**Telling 3d ions apart by one gap and three values of χT**

Four scales govern the magnetism of a 3d ion in a tetrahedral field. Electron repulsion separates terms of different spin by some $2\times10^4$ cm⁻¹. The field splits the Hund term by $\Delta$, here 1000 to 4000 cm⁻¹. Spin-orbit coupling $\lambda\,\mathbf L\cdot\mathbf S$ has $|\lambda|=\zeta/2S$ of 100 to 450 cm⁻¹, where $\zeta$ is the one-electron constant and $S$ the spin; $\lambda$ is positive below half filling and negative above. Thermal energy is 208.5 cm⁻¹ at 300 K and 1.4 cm⁻¹ at 2 K. A pure spin gives $\chi T=(N\mu_B^2/k)\,g_e^2S(S+1)/3$ with $N\mu_B^2/k=0.3751$ cm³ K/mol, which is 0.376, 1.003, 1.880 and 3.008 for $S=1/2$, 1, 3/2 and 2.

The six rows below come from CASSCF over the 3d shell with spin-orbit state interaction. $\chi T$ is the powder susceptibility times temperature from Van Vleck's formula, and the first excitation is the distance from the ground spin-orbit level to the next. Which ion is which, judged from these four numbers alone?

OpenMolcas 26.06, state-averaged CASSCF over the 3d shell with spin-orbit state interaction (atomic mean-field integrals), DKH2, ANO-RCC-VDZP. Each 3+ ion sits at the centre of a regular tetrahedron of four point charges of −2 e. Ground levels carry double-group labels; χT is the powder susceptibility times temperature by Van Vleck's formula. Candidates: Ni3+, Cr3+, Cu3+, Ti3+, Co3+, V3+.

```
row  first excitation (cm⁻¹)  χT at 2 K (cm3 K/mol)  χT at 50 K (cm3 K/mol)  χT at 300 K (cm3 K/mol)
  A                     38.8                  0.297                    3.51                     3.79
  B                     3910                  0.327                   0.339                    0.402
  C                      394                  0.027                   0.685                     2.82
  D                     1120                   3.79                    3.86                     4.22
  E                      112                  0.136                   0.272                     1.07
  F                     3680                  0.791                   0.817                    0.952
```

**What each candidate must look like**

In a tetrahedron the two $e$ orbitals lie below the three $t_2$. Filling them with maximum spin gives, by standard theory, $^2E$ for d¹ (Ti³⁺), $^3A_2$ for d² (V³⁺), $^4T_1$ for d³ (Cr³⁺), $^5E$ for d⁶ (Co³⁺), $^4A_2$ for d⁷ (Ni³⁺) and $^3T_1$ for d⁸ (Cu³⁺). Orbital momentum vanishes within an $A_2$ or $E$ term and survives within a $T$ term.

Cubic symmetry cannot split $^3A_2$, $^4A_2$ or $^2E$ by spin-orbit coupling, so these three keep a magnetic ground level down to 0 K and their first excitation is of order $\Delta$. A $T$ term splits in first order, by one to a few times $|\lambda|$, and where the lowest set is more than fourfold degenerate, second-order terms split it further. The ten states of $^5E$ split in second order, in steps of about $6\lambda^2/\Delta$, tens of cm⁻¹. Kramers' theorem adds that d¹, d³ and d⁷ cannot have a singlet ground level, while the even ions can.

The rows fall into these two classes. B, D and F have gaps above 1000 cm⁻¹, and $\chi T$ changes by 4 % or less between 2 and 50 K. A, C and E have gaps below 400 cm⁻¹, and $\chi T$ grows by factors of 12, 25 and 2 over the same range.

**The flat rows: B, D, F**

For an $A_2$ or $E$ term with $|\lambda|\ll\Delta$, the operator $\mathbf L$ connects the ground term to the $T_2$ term at $\Delta$. Second-order perturbation theory in $\lambda\,\mathbf L\cdot\mathbf S+\mu_B\mathbf B\cdot(\mathbf L+g_e\mathbf S)$ yields two magnetic terms. The cross term shifts $g$, and the term quadratic in the field gives a susceptibility independent of temperature:

$$g=g_e-\frac{c\lambda}{\Delta},\qquad \chi T=\frac{N\mu_B^2}{3k}\,g^2S(S+1)+\frac{cN\mu_B^2}{\Delta}\,T ,$$

with $c=8$ for $A_2$ and $c=4$ as the average over $E$, and $N\mu_B^2=0.3751\times208.5/300=0.2607$ cm³ mol⁻¹ cm⁻¹. The intercept carries the spin and the sign of $\lambda$; the slope carries the orbital symmetry and needs no knowledge of $\zeta$.

Slope times gap over 0.2607 should therefore return $c$. Row B rises by $2.52\times10^{-4}$ per kelvin between 2 and 300 K, which with 3910 cm⁻¹ gives 3.8. Row F rises by $5.40\times10^{-4}$, which with 3680 cm⁻¹ gives 7.6. B is an $E$ term lying 13 % below the spin-only value for $S=1/2$, which fits d¹ with positive $\lambda$. F is an $A_2$ term lying 21 % below the value for $S=1$.

The d² hypothesis for F can be worked through with nothing fitted. A rough recalled $\zeta$ of 210 cm⁻¹ gives $\lambda=105$ cm⁻¹, and the gap stands in for $\Delta$. Then $g=2.002-8\times105/3680=1.774$, the intercept is $0.3751\times1.774^2\times2/3=0.787$, and the slope is $8\times0.2607/3680=5.67\times10^{-4}$. This predicts 0.788 at 2 K and $0.787+0.170=0.957$ at 300 K, within about 0.5 % of the tabulated 0.791 and 0.952. With $\zeta$ known to two figures only, agreement that close is partly luck, but sign and size are not.

Row D is the trap. Its 3.79 at 2 K reads as $S=2$ with $g\approx2.25$, and it equals the value of row A at 300 K. But $^5E$ cannot stay flat to 2 K with nothing below 1120 cm⁻¹, and the only flat candidate left is $^4A_2$, for which D has twice the spin-only value, an effective $g$ of 2.84. Negative $\lambda$ gives the right direction. The size lies between two limits: 1.88 for a strong field, and for a vanishing field the free-ion level $^4F_{9/2}$ with $g_J=4/3$, where $\chi T=0.3751\times(16/9)\times24.75/3=5.50$. That value needs all ten sublevels populated, so at 2 K, with only the lowest cubic level filled, it is a loose ceiling. The slope test gives $14.43\times10^{-4}\times1120/0.2607=6.2$, neither 4 nor 8, a sign that the gap is no longer $\Delta$.

Thermal population does not explain the slow rise in these rows. The gap is 19, 18 and 5.4 times $kT$ at 300 K for B, F and D, so the Boltzmann factor is at most 0.005.

**The small moment: E**

Row E has 0.136 at 2 K, below even a single spin, and reaches only 1.07 at 300 K. Positive $\lambda$ sets orbital against spin moment, and for d³ the cancellation is strong in both limits. The free-ion level $^4F_{3/2}$ has $g_J=2/5$ and $\chi T=0.3751\times0.16\times3.75/3=0.075$. In a strong field, $^4T_1$ acts as $l=1$ with $\mathbf L=-\tfrac32\mathbf l$, the lowest set has $J'=5/2$ with $g=-\tfrac32(0.4)+2(0.6)=0.6$, and $\chi T=0.3751\times0.36\times8.75/3=0.39$ for the whole set. At 2 K only its fourfold level is filled, where $J'_z$ takes the values $\pm11/6$ and $\pm1/2$, and $\chi T=0.3751\times0.36\times65/36=0.24$. E lies between 0.075 and 0.24, and its value merely doubles from 2 to 50 K, so a finite intercept remains, as Kramers degeneracy demands. E is d³.

**The two singlets: A and C**

A singlet ground level has no moment of its own. The field mixes in the next level, and at $kT\ll\delta$, with $\delta$ the gap,

$$\chi T=\frac{2N\mu_B^2|\mu|^2}{\delta}\,T ,$$

where $\mu$ is the matrix element of $L_z+g_eS_z$. Row C obeys the proportionality: its ratio between 50 and 2 K is 25.4 against 25, inside the 2 % rounding of 0.027. Row A bends over sooner because $kT$ at 50 K matches its gap of 38.8 cm⁻¹; on the finer temperature grid of the same calculation it still rises by the expected factor of 2.5 between 2 and 5 K. Neither row is low-spin, and with one centre there is no exchange coupling.

If the first level carries all of the mixing, $|\mu|^2$ is 11.0 for A and 10.2 for C. The two curves are nearly one curve on temperature scales a factor of ten apart. Theory says why: above half filling both d⁶ and d⁸ descend from a free-ion level with $J=4$, whose cubic singlet couples to one triplet. For d⁸ that element is $g_J^2J(J+1)/3=1.25^2\times20/3=10.4$ in the free-ion limit and $3.5^2\times2/3=8.2$ within $^3T_1$. For d⁶ it runs from 8.0 (pure spin 2) to 15 ($^5D_4$). The ranges overlap.

The scale decides. For d⁶ the gap vanishes both as $\Delta\to0$ and as $\Delta\to\infty$, so it can reach the order of $|\lambda|$ at most, roughly 150 cm⁻¹ for Co³⁺ by a recalled $\zeta$. A gap of 394 cm⁻¹ is out of reach, whereas d⁸ allows up to $\tfrac32|\lambda|$, roughly 660 cm⁻¹. So C is d⁸, and A is d⁶ mainly by elimination. The argument from $|\mu|^2$ alone against d⁸ for A is thin: the whole $\langle(L_z+2S_z)^2\rangle$ of the $^3F$ singlet is $4+4+8/3=10.7$, only 3 % short of the 11.0 required.

**One model for all candidates**

These limits are joined by diagonalising $H=\Delta V_{\rm cubic}+\lambda\,\mathbf L\cdot\mathbf S$ within the Hund term ($D$ or $F$), with $V_{\rm cubic}$ the rank-4 cubic operator. For each pairing of row and candidate, the tabulated gap fixed the energy scale and $\Delta/|\lambda|$ was chosen to minimise the rms relative error of the three $\chi T$ values. Every row is thus fitted, and in the flat rows the values at 2 and 50 K say almost the same thing, so a small misfit alone proves little. The contrast between candidates says more.

F, D and E are sure: the chosen candidate misses by 0.1, 0.0 and 2.0 %, and the best of the other five by 53, 70 and 41 %. B is sure as well, 0.3 % for d¹ against 6.7 % for d², which would need a $\zeta$ four times the recalled one. The pair A and C is ambiguous in shape. C is fitted to 0.9 % by d⁸ and 1.2 % by d⁶, a difference smaller than the 2 % rounding of its value at 2 K, and d⁶ fails only because its best fit needs sixteen times a plausible $\zeta$. A is fitted to 0.2 % by d⁶ and 2.2 % by d⁸, a margin no wider than the model's own error on E; that d⁸ fit, however, needs 0.29 of the recalled $\zeta$ and a field far weaker than 1000 cm⁻¹.

The assignment is A = Co³⁺, B = Ti³⁺, C = Cu³⁺, D = Ni³⁺, E = Cr³⁺, F = V³⁺, with A and C resting on the size of $\zeta$.

The rows with their labels:

```
 ion  electrons in the shell  distance of the charges (Å)  spin multiplicity of the ground level  ground level  degeneracy  first excitation (cm⁻¹)  χT at 2 K (cm3 K/mol)  χT at 50 K (cm3 K/mol)  χT at 300 K (cm3 K/mol)
Ti3+                       1                        1.750                                      2            G8           4                     3910                  0.327                   0.339                    0.402
 V3+                       2                        1.730                                      3            T2           3                     3680                  0.791                   0.817                    0.952
Cr3+                       3                        2.250                                      4            G8           4                      112                  0.136                   0.272                     1.07
Mn3+                       4                        2.000                                      5            A1           1                     63.0                  0.051                    1.04                     2.09
Co3+                       6                        1.660                                      5            A1           1                     38.8                  0.297                    3.51                     3.79
Ni3+                       7                        1.960                                      4            G8           4                     1120                   3.79                    3.86                     4.22
Cu3+                       8                        1.660                                      3            A1           1                      394                  0.027                   0.685                     2.82
```

**Reading the labels**

All six assignments hold, and the degeneracy of the model's ground level matches the table in all seven rows; it follows from the term and the sign of $\lambda$ and does not depend on the fitted numbers. The ground level is a double-group label of a spin-orbit level, with G8 the fourfold $\Gamma_8$. The T2 of V³⁺ is the spin triplet of $^3A_2$, which makes up nearly all of that level, and not the orbital term $^3T_2$. The term lists of the same calculations give $^2E$, $^3A_2$ and $^4A_2$ as parents for Ti³⁺, V³⁺ and Ni³⁺; the parents of the other four are argued from theory.

Those lists put the next term at 3950, 3755 and 1367 cm⁻¹. With these as $\Delta$, the slope formula lies 4.9, 2.8 and 5.8 % above the tabulated slopes, and for Ni³⁺ this removes the puzzle of 6.2: spin-orbit coupling had pulled the first level down to 1120 cm⁻¹. With coupling this strong, the close agreement of a second-order slope may owe something to cancellation. For Ti³⁺ and V³⁺ most of the excess is orbital reduction. The term lists give the rms orbital momentum along an axis as 1.385 for $^2E$ and 1.981 for $^3A_2$, against $\sqrt2$ and 2 for pure d terms, as expected when the $t_2$ orbitals take in some p character, which a site without an inversion centre allows even without covalency. The squared ratios, 0.96 and 0.98, scale $c$ and lower the predicted slopes by 4 and 2 %, which removes most of the 4.9 and 2.8 %. The second-order $g$ works for Ti³⁺ (1.85 against 1.87) and V³⁺ but fails for Ni³⁺, where it gives 3.39 against 2.84. There the spin-orbit lowering of the ground level, 602 cm⁻¹, is nearly half of $\Delta$, and only about three quarters of the level is $^4A_2$. The diagonalised model handles the case and returns $\Delta=1349$ cm⁻¹, 1.3 % below the term list.

Mn³⁺, the row not hidden, is a third singlet and shows the effect of the sign of $\lambda$. Its implied $|\mu|^2$ is only 3.1, because below half filling the singlet descends from $^5D_0$, where the squared element to $J=1$ is that of the spin alone, $S(S+1)/3=2$. In a strong field it is 4 within the lowest set of $^5T_2$, and the row lies between these limits. The d⁴ model misses rows A and C by about 60 %, so Mn³⁺ would not have been confused with them.

**Where the model falls short**

The largest misfits are those of Cr³⁺ (about −2 % at all three temperatures) and Mn³⁺ (−3 % at 300 K). Some smaller ones, such as −0.7 % for Cu³⁺ at 300 K, also exceed the rounding. The spin-orbit lowering, which the fit never saw, agrees within about 1 % for Ti³⁺ and Cr³⁺ and 3 % for Mn³⁺, but falls short of the calculation by 6 to 15 % for V³⁺, Co³⁺, Ni³⁺ and Cu³⁺. The model lacks states of lower spin, and two rows allow a check. The Ni³⁺ ground level has quartet weight 0.9975 with doublets from about 22 600 cm⁻¹; second-order mixing then lowers it by about $0.0025\times22\,600\approx56$ cm⁻¹, against a shortfall of $602-548=54$. For V³⁺, $0.00012\times18\,150\approx2.2$ cm⁻¹ matches $25.3-23.1$. That the same cause acts for Co³⁺ and Cu³⁺ is likely by analogy. Mixing of $F$ with $P$ terms is also absent, but at these fields it is slight: the lowest $^4T_1$ term of Ni³⁺ has $F$ weight 0.99921, and $\mathbf L$ does not connect $F$ to $P$. The missing doublets are the likelier source of the Cr³⁺ misfit, since its small moment is a near cancellation of spin and orbit that a slight admixture shifts. Fitted $\zeta$ runs from 8 % below to 25 % above the recalled values and trades against $\Delta$, so it is no measure of the constant.

**What to do with such numbers**

A room-temperature $\chi T$ does not fix the spin: over the seven rows it ranges from 0.57 (Cr³⁺) to 2.81 (Cu³⁺) times the spin-only value. Take the low-temperature shape first, which separates degenerate from singlet ground levels, then the intercept for the sign of $\lambda$, then slope times gap for $A_2$ against $E$. Trust the second-order formulas only where $8|\lambda|/\Delta$ is well below one; it is about 0.2 for V³⁺ and above 1 for Ni³⁺. The same rules predict that a high-spin d⁵ ion, with an orbital singlet and no term of equal spin to mix with, stays flat at its spin-only value.

No trend with atomic number should be read from the first excitation. It is a field excitation in three rows and a spin-orbit splitting in four, and the distance of the charges varies from 1.66 to 2.25 Å, which changes $\Delta$ in its own right. The textbook $R^{-5}$ law would give a factor of 4.6, but it holds only for charges outside pure d orbitals and overstates the change at the shorter distances: the fitted $\Delta R^5$ is about the same for Ti³⁺ at 1.75 Å as for the more compact Cr³⁺ at 2.25 Å. Point charges have no covalency and give too small a field for d ions, so the large moment of Ni³⁺ and the place of Cr³⁺ and Cu³⁺ between the free-ion and strong-field limits belong to these settings; a stronger field would move Ni³⁺ toward its spin-only value. Dynamic correlation is missing too, which bears on the spacing of spin states. The tetrahedron is held regular, and the five ions with $E$ or $T$ parents are open to Jahn-Teller distortion, which could reorder their lowest levels and alter the low-temperature shape on which the assignments of A, C and E rest.
